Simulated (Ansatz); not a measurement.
Ionic part of the dielectric constant of BN at -0.5 GPa, mode by mode

These are results of Ansatz, DFT LDA, scalar-relativistic, plane waves, PAW, not measurements. Cutoff 420 eV, 8×8×8 k-points (Γ-centred), fixed occupations. No spin polarisation. Phonons by linear response, acoustic sum rule imposed.

The structure is cubic, space group F-43m (No. 216). The conventional cell has a = 3.582 Å, b = 3.582 Å, c = 3.582 Å, α = 90.00°, β = 90.00°, γ = 90.00°. Around B (site symmetry -43m) lie 4 N at 1.55 Å. N (site symmetry -43m) is surrounded by 4 B at 1.55 Å.

The cell is the ideal cubic zincblende prototype.

The primitive cell has V = 11.49 Å³ and ε∞,xx = 4.567. Each polar mode adds Δε = (4.92064×10⁷/V)·S/ν² along x, with S its oscillator strength in e²/amu, ν in cm⁻¹ and V in Å³.

Question: From these modes, find each Δε and ε0,xx.
| ν (cm⁻¹) | S_xx (e²/amu) |
| --- | --- |
| 1066.5 | 0.5783 |

Answer:
```json
{"ν (cm⁻¹)": "1066.5", "Δε": "2.18"}
```

The sum is 2.177, so ε0,xx = 6.74; the run's tensor has 6.74.

Question: Where do the longitudinal modes lie for a wave vector along x?

Answer: At 1296 cm⁻¹. The Lyddane–Sachs–Teller product Π(ν_LO/ν_TO)² = 1.48 matches ε0/ε∞ = 1.48.

Cost: 1 run of about 0.31 core-minutes, on Oxide Virtual Turin-like Processor (Zen 5) (shared hosts).

Electronic polarisation supplies most of the static response of cubic BN: ε∞ is 4.567, while the lattice adds only 2.18. The single polar mode is the triply degenerate zone-centre optical vibration of the two sublattices, so the response is isotropic. Its lattice term is modest because short, strongly covalent sp³ bonds resist the relative displacement of B and N. The light atoms raise the frequency further but do not themselves reduce the static term, since the mass cancels between oscillator strength and squared frequency.

The bonds are nonetheless clearly polar. Nitrogen's greater electronegativity gives the displacement a sizeable dynamical charge, and the accompanying macroscopic field lifts the longitudinal mode from 1066.5 to 1296 cm⁻¹. The Lyddane–Sachs–Teller agreement shows that the charges, frequencies and dielectric tensor are mutually consistent, not that they are accurate. Even under slight tension the lattice constant lies below the known ambient value, as expected from LDA overbinding, which probably stiffens the transverse mode somewhat. A single pressure cannot show how the ionic term responds to strain.
